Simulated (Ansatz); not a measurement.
# A series in volume ratio on NbAs

Results calculated with Ansatz 0.2.0, not measured. Plane-wave density functional theory, PAW datasets, Gaussian smearing 0.05 eV: equation of state, the given cell scaled in volume with shape and atoms relaxed at each volume.

The cell before it is scaled or strained (space group F-43m, No. 216):
```
cell vectors (Å)
   0.0000     2.8718     2.8718
   2.8718     0.0000     2.8718
   2.8718     2.8718     0.0000
atoms (fractions of the cell vectors)
Nb  0.00000  0.00000  0.00000
As  0.25000  0.25000  0.25000
```

Settings of every row: paw set soft_2; functional PBEsol; spin treatment none; moment partition spheres; spin axis none; wave cutoff 420 eV; k mesh 10x10x10; symmetry use detected.

Atom hubbard u: 0 on all atoms.

Limits: the cell comes from a prototype or a list of computed structures and needn't be the stable phase.

```csv
row,volume ratio,V (Å³/atom),pressure (GPa),energy above given cell (meV per atom)
1,0.96,22.736,4.536,12.87
2,0.98,23.21,?,?
3,1,23.683,0.008,0
4,1.02,24.157,-1.927,2.93
5,1.04,24.631,-3.67,11.3
```

Question: what pressure and energy above given cell should row 2 give?

Worked fit of pressure. Take u = (V_r/V)^(2/3) − 1 with V_r = 23.92 Å³ an atom, which is twice the finite (Eulerian) strain; such expansions in the strain, on which the Birch-Murnaghan equation of state is built, carry the rest volume and the bulk modulus. The shown rows have u = 0.03442, 0.00666, -0.00655, -0.01934. Least squares give pressure = −0.9852 + 146.571 × u + 401.9 × u² GPa; a straight line predicts inner rows, each left out in turn, worse (root mean square 0.18 against 0.0021 GPa). The rows lie off it by 0.000, -0.001, 0.001, 0.000. The pressure vanishes at u = 0.0066, or V = 23.69 Å³ an atom, and there the bulk modulus with shape and atoms relaxed is B = −V dP/dV = (2/3)(1 + u) dP/du = 102 GPa. The withheld row has u = 0.02029, so the fit gives −0.9852 + 146.571 × (0.02029) + 401.9 × (0.02029)² = 2.154 GPa.

The calculation gave 2.155 GPa. The fit lies 0.001 GPa (0.012 % of the column's range) below it, one unit of the last digit.

Worked fit of energy above given cell. Take u = (V_r/V)^(2/3) − 1 with V_r = 23.92 Å³ an atom, which is twice the finite (Eulerian) strain; such expansions in the strain, on which the Birch-Murnaghan equation of state is built, carry the rest volume and the bulk modulus. The shown rows have u = 0.03442, 0.00666, -0.00655, -0.01934. Least squares give energy above given cell = 0.748 − 222.74 × u + 16702.6 × u² meV per atom; a straight line predicts inner rows, each left out in turn, worse (root mean square 7.4 against 0.014 meV per atom). The rows lie off it by 0.00, -0.01, 0.01, 0.00. Its lowest point lies at u = 0.0067, or V = 23.68 Å³ an atom, and the curvature there gives the bulk modulus with shape and atoms relaxed, B = (4/9)(1 + u)² E″(u)/V = 102 GPa. The withheld row has u = 0.02029, so the fit gives 0.748 − 222.74 × (0.02029) + 16702.6 × (0.02029)² = 3.10 meV per atom.

The calculation gave 3.09 meV per atom. The fit lies 0.01 meV per atom (0.078 % of the column's range) above it, one unit of the last digit.
